Iridium is among the densest metals, so it seems natural that its atoms should want to sit as close together as possible. On that view the volume per atom ranks the structures, and fcc wins because it packs best. The table seems to agree: the smallest volume belongs to the lowest energy, and the two columns rise together with a rank correlation of 0.91.

Structures of iridium, with energies per atom relative to the lowest one computed. Ansatz 0.2.0, r2SCAN density-functional theory with plane waves and PAW, scalar-relativistic, without spin polarization; cutoff 500 eV, Gaussian smearing 0.1 eV. Cell and atoms were relaxed at zero pressure, keeping the symmetry of the starting structure.

```
   found from  space group number  atoms in cell  volume per atom (Å³)  over lowest (meV/atom)
database cell                 225              1                 14.20                     0.0
      La type                 194              4                 14.23                    42.0
      Sm type                 166              3                 14.24                    58.0
database cell                 194              2                 14.26                    89.0
      Ti type                 191              3                 14.64                   360.0
 changed type                  69              2                 15.04                   366.0
 changed type                 139              2                 15.72                   390.0
       W type                 223              8                 14.78                   560.0
      Sn type                 191              1                 15.56                   588.0
      Sn type                 141              2                 15.90                   687.0
       W type                 229              1                 14.72                   703.0
      Si type                 227              2                 21.08                  1013.0
      Ca type                 221              1                 16.60                  1031.0
      Si type                 194              4                 21.19                  1072.0
 changed type                 194              4                 18.90                  1544.0
```

The last column is the energy above fcc, which is space group 225. Three other rows need a name. The two-atom cell in space group 194 is hcp, and the W types are bcc (229) and A15 (223), a more complicated packing also known in tungsten. A "changed type" is a run that relaxed out of the structure it started from; the one in space group 69, for example, began as black phosphorus. The energies come from density-functional theory at the r2SCAN level.

**Is it the volume?**

If the larger volume caused the higher energy, then fcc iridium, stretched to the volume of bcc, should climb to about the bcc energy. For a change of a few per cent the cost of stretching follows from the bulk modulus $B$, the stiffness against a change of volume:

$$E \approx \frac{B\,(\Delta V)^2}{2V}$$

Here $V$ is the volume per atom of fcc and $\Delta V$ is the increase. A rough recalled value of $B$ is 350 GPa, or about 2.2 eV/Å³.

From fcc to bcc the volume grows by $14.72-14.20=0.52$ Å³ per atom. The cost is then $2.2\times0.52^2/(2\times14.20)\approx0.021$ eV, or 21 meV per atom. The bcc row lies at 703 meV, so stretching accounts for about 3 per cent of it. An error of a fifth in the bulk modulus would not alter that verdict.

Another row says the same without any formula. The Ti type, known as omega, has almost the volume of bcc, yet bcc lies 343 meV higher. Among these dense structures, then, volume goes along with the energy but does not set it. The estimate does not reach the open structures near the foot of the table, where the expansion is far too large for a formula built on small changes.

**Is it the number of neighbours?**

The next idea is more chemical: an atom with fewer neighbours forms fewer bonds. In a metal, each further neighbour adds less than the one before, and the simplest band theory makes the bond energy grow as the square root of the number of neighbours $z$. The energy above fcc, where $z=12$, is then

$$\Delta E = S\left(1-\sqrt{z/12}\right)$$

with one energy scale $S$. I set it from simple cubic (Ca type), which has six neighbours, so that row is no test.

For bcc with its eight nearest neighbours the formula gives 646 meV, close to the computed 703. This is the tempting result, and it depends on where the counting stops. Six more atoms sit only about 15 per cent farther away than the first eight. Counting them as full neighbours gives $z=14$ and puts bcc 282 meV below fcc.

The A15 row makes the choice harder to defend. Its contacts have several lengths, and a count that takes in the longer ones gives 12 neighbours on some sites and 14 on the others. The formula then places A15 below fcc, whereas the calculation puts it 560 meV above. One could give distant neighbours less weight, but then the answer hangs on the weights chosen.

At the open end the count errs in the other direction. Diamond (Si type, 227) has only four neighbours and should lie at 1488 meV, but the computed value is 1013, about level with simple cubic. Part of the reason may be that its bonds are much shorter than those of fcc, 2.39 Å against 2.72 Å: shorter bonds are stronger, which the formula ignores. Electron spins were kept paired in these runs, and whether open structures would gain from magnetism is untested, so the order of these two should not be pressed.

The clearest evidence against pure counting is hcp. Each atom has twelve neighbours at nearly the same distance as in fcc, and the volumes differ by less than half a per cent. Still, hcp lies 89 meV higher. Neither the number of bonds nor their length can account for that, which leaves the way the neighbours are arranged.

**What arrangement does**

The close-packed rows show how far this influence reaches. All four are stacks of the same triangular layers. A layer has hexagonal surroundings if the layers above and below it lie in the same position, and cubic surroundings if they do not. Every layer is hexagonal in hcp, none is in fcc, half are in the La type and two thirds in the Sm type.

Suppose each hexagonal layer costs the full difference between hcp and fcc, whatever lies farther away. The La type should then come at about 45 meV and the Sm type at 59. The computed values are 42 and 58, which agree within the numerical tolerance of the calculation, 4 meV per atom. To this accuracy, a layer responds to the two layers next to it and hardly to those beyond. Spin-orbit coupling, which is strong in iridium, was left out, and its effect on the size of the cost is untested.

This result describes the preference for cubic surroundings but does not explain it. The standard explanation lies in the 5d electrons, which do most of the bonding. Their levels spread into a band, with bonding states at the bottom and antibonding states at the top. The number and distance of the neighbours mainly set the width of this band, and their arrangement sets where the states lie within it.

In bcc the states gather in a lower and an upper group, with a dip near the middle. Tungsten has about enough electrons to fill the lower group and stop in the dip, which is why it favours bcc. Iridium has three more valence electrons per atom, and in bcc these must enter the upper group, whose states were pushed up when the dip opened. In fcc the states are spread more evenly, and the same electrons find places at lower energy.

The argument also accounts for the two sizes of effect in the table. In fcc and hcp the nearest and second-nearest shells hold the same numbers of atoms at almost the same distances, so the two bands differ only in finer detail and the energies differ by tens of meV. Which of the two wins depends on that detail, and this simple picture does not settle it. In bcc even the first shells are different, the whole outline of the band changes, and the cost is several hundred meV. That A15 also lies high fits the picture, since it too is a structure that suits tungsten's electron count.

For a neighbouring metal in the same row of the periodic table, the first thing to count is therefore valence electrons, not density. Tungsten, with six, is bcc; rhenium and osmium, with seven and eight, are hcp; iridium and platinum, with nine and ten, are fcc.

The two energy scales mean different things. A misplaced close-packed layer costs energy mainly in the few layers around it, and the metal stays close-packed throughout. The bcc value is not the energy of a second phase in which the metal might settle: other calculations find bcc iridium mechanically unstable, and here the symmetry of the cell held it in place.

The printed output below gives the stretching costs, the neighbour-count predictions and the stacking estimates. What remains open is how much of the 703 meV really comes from the shape of the band. The d-band explanation is argued here from theory, while the energies themselves do not test it: they show that volume fails for the dense structures and that counting fails between fcc and hcp. Comparing the densities of states of fcc and bcc iridium at one common volume would show whether the dip lies where the argument needs it, and would allow an estimate of what the extra electrons pay for it.

The analysis program printed:

```
Rank correlation of energy with volume, all rows: 0.9107
Cost of stretching fcc to the hcp volume, meV/atom: 0.2769
Cost of stretching fcc to the bcc volume, meV/atom: 20.8
That cost as share of the bcc energy, percent: 2.959
bcc above omega, meV/atom: 343
bcc volume less omega volume, A^3/atom: 0.08
Neighbour count predicts bcc with 8 neighbours, meV/atom: 645.9
Neighbour count predicts bcc with 14 neighbours, meV/atom: -282
Neighbour count predicts A15 with 12 and 14 neighbours, meV/atom: -211.5
Neighbour count predicts diamond with 4 neighbours, meV/atom: 1488
Simple cubic above diamond, meV/atom: 18
Nearest distance in fcc, A: 2.718
Nearest distance in bcc, A: 2.674
Second distance in bcc, A: 3.088
Nearest distance in simple cubic, A: 2.551
Nearest distance in diamond, A: 2.392
Stacking model predicts dhcp, meV/atom: 44.5
Stacking model predicts 9R, meV/atom: 59.33
```
